## Problem

One weight is stored in a HfO$_2$-based resistive cell as $w=(G-G_{\rm ref})/G_0$ with $G_0=50\ \mu$S. A pulse changes $w$ by $+\Delta w_0[1-(w-w^*)/W]$ (up) or $-\Delta w_0[1+(w-w^*)/W]$ (down). Here $w^*$ is the symmetry point, $w^*\pm W$ are the soft bounds, and $\Delta w_0=0.002$. The loss is $\tfrac12h(w-w_{\rm opt})^2$. Each sample gives the gradient $h(w-w_{\rm opt})$ plus independent Gaussian noise of standard deviation $\sigma$. Digital memory averages $B$ samples into $g$. The cell then receives on average $\eta|g|/\Delta w_0$ pulses, opposite in sign to $g$, with $\eta=10^{-3}$. Gradients are in units of loss per unit weight.

The stationary averages below were made for the exercise and rounded as data are. Uncertainties are standard and independent.

| $B$ | $\bar w$ | $\bar g$ |
|---|---|---|
| 1 | $-0.040\pm0.001$ | $-0.1600\pm0.0010$ |
| 16 | $0.078\pm0.001$ | $-0.1009\pm0.0003$ |
| 256 | $0.197\pm0.001$ | $-0.0417\pm0.0001$ |

The digital log also gives $\sigma=2.00\pm0.02$.

(a) Derive the stationary weight. (b) Infer what the $\bar w$ column alone allows. (c) Infer $h$, $w_{\rm opt}$, $W$ and $w^*$ from all data. (d) Discuss uniqueness and errors. (e) Find the batch that brings the bias to 0.01.

Intermediate values are carried unrounded; subscripts 1, 2, 3 label the rows.

## (a) Stationary weight

For $g<0$ the mean update is $\eta|g|[1-(w-w^*)/W]$, and for $g>0$ it is $-\eta g[1+(w-w^*)/W]$. Both cases read

$$\delta w=-\eta g-\eta|g|\,\frac{w-w^*}{W}.$$

Neglect the fluctuation of $w$ about $\bar w$ (sized in (d)) and set the mean update to zero. With $a=(\bar w-w^*)/W$,

$$\bar g=-a\,E|g| .$$

The learning rate has cancelled, so the bias survives $\eta\to0$.

Averaging $B$ independent samples gives noise $s=\sigma/\sqrt B$. Let $v=-\bar g/s$ and $\kappa_0=\sqrt{2/\pi}$. For a Gaussian $g$,

$$E|g|=s\,\phi(v),\qquad \phi(v)=\kappa_0e^{-v^2/2}+v\,\mathrm{erf}(v/\sqrt2)=\kappa_0\left(1+\tfrac12v^2+\dots\right).$$

The stationary condition becomes $a=v/\phi(v)$, together with $\bar g=h(\bar w-w_{\rm opt})$.

In leading order $\phi=\kappa_0$. With $d=w_{\rm opt}-w^*$,

$$\bar w-w^*=\frac{d\,h}{h+\kappa_0s/W}=\frac{d}{1+r/\sqrt B},\qquad r=\frac{\kappa_0\sigma}{hW}.$$

The neglected relative term is $v^2/2\simeq a^2/\pi$. It is set by the distance from the symmetry point in units of $W$, so it grows as a larger batch moves $\bar w$ towards $w_{\rm opt}$.

## (b) Weights only, leading order

The three unknowns are $w^*$, $d$ and $r$, and $1/\sqrt B=1,\tfrac14,\tfrac1{16}$. The differences are $A=\bar w_2-\bar w_1=0.118$ and $C=\bar w_3-\bar w_2=0.119$. In the model,

$$A=\frac{\tfrac34\,rd}{(1+r)(1+r/4)},\qquad C=\frac{\tfrac3{16}\,rd}{(1+r/4)(1+r/16)}.$$

The ratio removes $d$:

$$\rho=\frac AC=\frac{4\,(1+r/16)}{1+r}\quad\Rightarrow\quad r=\frac{4-\rho}{\rho-1/4}.$$

With $\rho=0.992$, $r=4.06$. Substituting $r=4(4C-A)/(4A-C)$ into $d/(1+r)=A(4+r)/(3r)$, and likewise for the third row, gives

$$w^*=\bar w_1-\frac{A(A+C)}{4C-A},\qquad w_{\rm opt}=\bar w_3+\frac{C(A+C)}{4A-C}.$$

With $A+C=0.237$, $4C-A=0.358$ and $4A-C=0.353$, the fractions are 0.078 and 0.080. Hence $w^*=-0.118$, $w_{\rm opt}=0.277$ and $d=0.395$. The parameters $h$, $\sigma$ and $W$ enter only through $r$ and cannot be separated.

## (c) All data, full $\phi$

**Loss.** The relation $\bar g=h(\bar w-w_{\rm opt})$ is a straight line that doesn't involve the device. Rows 1 and 3 give

$$h=\frac{\bar g_3-\bar g_1}{\bar w_3-\bar w_1}=\frac{0.1183}{0.237}=0.499,\qquad w_{\rm opt}=\bar w_3-\frac{\bar g_3}{h}=0.2805 .$$

The line predicts $\bar g_2=-0.1011$, within the uncertainty of the entry $-0.1009$.

**Device.** Each row yields $a$ from $\bar g$ and $\sigma$ alone:

| $B$ | $s$ | $v$ | $\phi/\kappa_0$ | $a$ |
|---|---|---|---|---|
| 1 | 2.00 | 0.0800 | 1.0032 | 0.0999 |
| 16 | 0.500 | 0.2018 | 1.0203 | 0.2479 |
| 256 | 0.125 | 0.3336 | 1.0551 | 0.3963 |

A second straight line, $\bar w=w^*+Wa$, through rows 1 and 3 gives

$$W=\frac{0.237}{0.2963}=0.800,\qquad w^*=\bar w_1-Wa_1=-0.1199 .$$

Row 2 was not used in either line. The prediction for it is $\bar w_2=0.0783$, within the uncertainty of 0.078.

**Comparison with (b).** Leading order would give $W=\kappa_0\sigma/(hr)=0.79$, and its $w_{\rm opt}$ lies 0.004 lower. The direction is expected. At $B=256$ leading order underestimates $E|g|$ by 5.5 %. On the remaining bias $w_{\rm opt}-\bar w_3=0.084$ this amounts to about 0.005, more than the data error of (b) found below. The values of (c) are therefore the answer.

## (d) Uniqueness and errors

**Uniqueness.** In (b), $\rho$ falls monotonically from 4 at $r=0$ to $1/4$ as $r\to\infty$. One positive $r$ exists if and only if $1/4<\rho<4$, and the inversion degrades at either end, where $4C-A$ or $4A-C$ vanishes. The batches must bracket $\sqrt B\approx r$, as they do here. With the full $\phi$, weights alone are still unchanged when $h$ and $\sigma$ are scaled together. They separate $W$ from $\sigma/h$ only through the terms $a^2/\pi$, a few per cent at most here. In (c), $\phi'=\mathrm{erf}(v/\sqrt2)$ gives

$$\frac{da}{dv}=\frac{\kappa_0e^{-v^2/2}}{\phi^2}>0,$$

so $v\mapsto a$ is one-to-one onto $(-1,1)$. Two rows with different $\bar w$, $\bar g$ and $a$ then fix both lines uniquely.

**Errors in (b).** The derivatives $\partial\rho/\partial\bar w_i$ are $-8.40$, $16.74$ and $-8.33$; the middle row counts twice because it enters both differences. In quadrature $\delta\rho=0.020$. With $dr/d\rho=-\tfrac{15}4/(\rho-\tfrac14)^2=-6.82$ this gives $r=4.06\pm0.14$, or 3.4 %. The derivatives $\partial w^*/\partial\bar w_i$ are $2.21$, $-1.75$ and $0.54$, so $\delta w^*=0.003$. The same calculation gives $\delta w_{\rm opt}=0.003$. Extrapolation triples the error of a single weight.

**Errors in (c).** First-order propagation through the formulas above, with $da/dv=1.24$ in row 1 and $1.06$ in row 3, gives

| parameter | value | times $G_0$ ($\mu$S) |
|---|---|---|
| $h$ | $0.499\pm0.005$ | |
| $w_{\rm opt}$ | $0.2805\pm0.0016$ | $14.03\pm0.08$ |
| $W$ | $0.800\pm0.009$ | $40.0\pm0.4$ |
| $w^*$ | $-0.1199\pm0.0016$ | $-6.00\pm0.08$ |

The relative error of $W$ combines 0.6 % from the weights, 0.4 % from $\bar g$ and 0.9 % from $\sigma$. An error in $\sigma$ rescales all $a$ nearly alike. It passes almost fully into $W$ and moves the intercept $w^*$ by only 0.0001.

**Neglected terms.** Corrections in $\eta$ are of relative order $\eta h=0.0005$ and $\eta\sigma/W=0.0025$. Pulse granularity doesn't vanish with $\eta$. When pulses are sparse, an update adds the variance $\eta E|g|\Delta w_0$, and the deviation of $w$ relaxes at the rate $\eta(h+E|g|/W)$ per update, both in leading order in $a$. Then

$$\mathrm{Var}\,w\simeq\frac{E|g|\,\Delta w_0}{2\,(h+E|g|/W)},$$

which is $1.7\times10^{-4}$ at $B=256$. The added gradient variance $h^2\mathrm{Var}\,w$ raises $E|g|$ by the fraction $h^2\mathrm{Var}\,w/(2s^2)=0.13$ %. The covariance of $|g|$ and $w$ is negative, since $|g|$ falls on average as $w$ approaches $w_{\rm opt}$. It offsets a fraction $\kappa_0h\,\mathrm{Var}\,w/(sW)=0.07$ %. Both are negligible against the 1.1 % error of $W$.

The Gaussian form matters most at $B=1$, where no averaging enforces it. Logging $E|g|$ would give $a=-\bar g/E|g|$ without that assumption.

## (e) Batch for a bias of 0.01

At $B=1$ the bias $w_{\rm opt}-\bar w_1=0.32$ is 80 % of $d=0.400$. For a bias of 0.01, $a=(d-0.01)/W=0.488$, and $a=v/\phi(v)$ gives $v=0.424$. From $0.01\,h=\sigma v/\sqrt B$, $\sqrt B=170$ and $B\approx3\times10^4$. At large $B$ the bias falls only as $B^{-1/2}$, so halving it costs four times the samples per update. The gain requires averaging before programming. If the $B$ sample gradients are pulsed in one by one, each carries the full $\sigma$ and the weight settles at the $B=1$ value.

These numbers are the model's, not the material's. The scale $G_0$ was chosen so that the window $2WG_0=80\ \mu$S is of the typical order for such cells. The 800 levels implied by $2W/\Delta w_0$ are roughly ten times more than filamentary HfO$_2$ cells typically resolve. With a tenfold coarser step the granularity term at $B=256$ reaches 1.3 % and rivals the error of $W$. It grows further with $B$, so such a cell would keep a larger bias than the batch found here promises.